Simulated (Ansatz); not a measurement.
# La on an Al site + Al on a La site in LaEuAl4

Level of theory: PBEsol, collinear spin, scalar-relativistic; Ansatz, plane waves to 420 eV (PAW set soft_2), k-mesh 3×3×3.

The relaxed host crystal (no gap at this level of theory):

```
CELL_PARAMETERS angstrom
0.00000 3.99852 3.99852
3.99852 0.00000 3.99852
3.99852 3.99852 0.00000
ATOMIC_POSITIONS crystal
Al 0.87494 0.37519 0.87494
Al 0.87494 0.87494 0.37519
Al 0.87494 0.87494 0.87494
Al 0.37519 0.87494 0.87494
Eu 0.50000 0.50000 0.50000
La 0.25000 0.25000 0.25000
```

Supercell of 24 atoms, rows of the matrix [[-1,1,1],[-1,1,-1],[-1,-1,1]] times the cell vectors; La on an Al site at (0.875, 0.375, 0.875); Al on a La site at (1.250, 1.250, 0.250) in fractions of the cell above. Atoms are relaxed at the host's cell, from a start shaken by 0.03 Å near the defect.

```
charge  moment of the cell (μB)  gap of the cell on the mesh (eV)
     0                    28.85                              0.00
```

At charge 0 the unpaired electrons sit on atoms with moments (μB): 4 Eu of 6.68 to 6.73.

Formation energy of the neutral defect: 3.08 eV; no atoms are exchanged with the outside, so it hangs on no chemical potential.

Relaxed cell at charge 0:

```
LaEuAl4 La_Al+Al_La charge 0
1.0
     7.9970    0.0000    0.0000
     0.0000   -7.9970    0.0000
     0.0000    0.0000   -7.9970
La Al Eu
4 16 4
Direct
  0.6489 0.6477 0.9353
  0.2411 0.2399 0.2520
  0.7495 0.2473 0.7426
  0.2485 0.7482 0.7427
  0.1314 0.1302 0.8726
  0.1171 0.6245 0.3749
  0.6256 0.1160 0.3749
  0.6285 0.8754 0.6127
  0.1262 0.3760 0.6204
  0.1134 0.8704 0.1221
  0.6158 0.3390 0.1307
  0.8765 0.6274 0.6127
  0.3771 0.1250 0.6204
  0.3401 0.6146 0.1307
  0.8715 0.1124 0.1221
  0.8996 0.8984 0.8463
  0.3723 0.3711 0.8751
  0.3747 0.8717 0.3697
  0.8729 0.3736 0.3697
  0.7768 0.7761 0.2870
  0.5010 0.9927 0.0028
  0.9939 0.4999 0.0028
  0.0078 0.0067 0.4894
  0.5094 0.5082 0.4789
```

Caveats: 4f shell without a U, which puts 4f levels too near the Fermi level; open f or d shells may hold a state above the lowest; small supercell, so energies and levels can be off by tenths of an eV; one random start near the defect, so other minima are possible.

Exchanging La and Al costs 3.08 eV, so this antisite pair should be rare in equilibrium, even though the exchange preserves composition. The main reason is probably size mismatch. In a Laves-type framework, the large La atom must squeeze into the tight Al network, while the small Al atom is left underbonded in a roomy cage. The relaxed coordinates fit this picture: both exchanged atoms move off their ideal sites, and the Al framework around La is distorted. Metallic screening should soften the electrostatic penalty of the exchange, but it can't remove the misfit.

The Eu moments of 6.68 to 6.73 μB indicate divalent Eu with a half-filled 4f shell at every Eu site, so the disorder causes no evident valence change. The cell moment of 28.85 μB slightly exceeds the spin-only contribution of these shells, which suggests parallel polarization of the conduction electrons through 4f–5d exchange. The parallel Eu alignment doesn't establish ferromagnetic order, since no competing spin arrangement is reported.
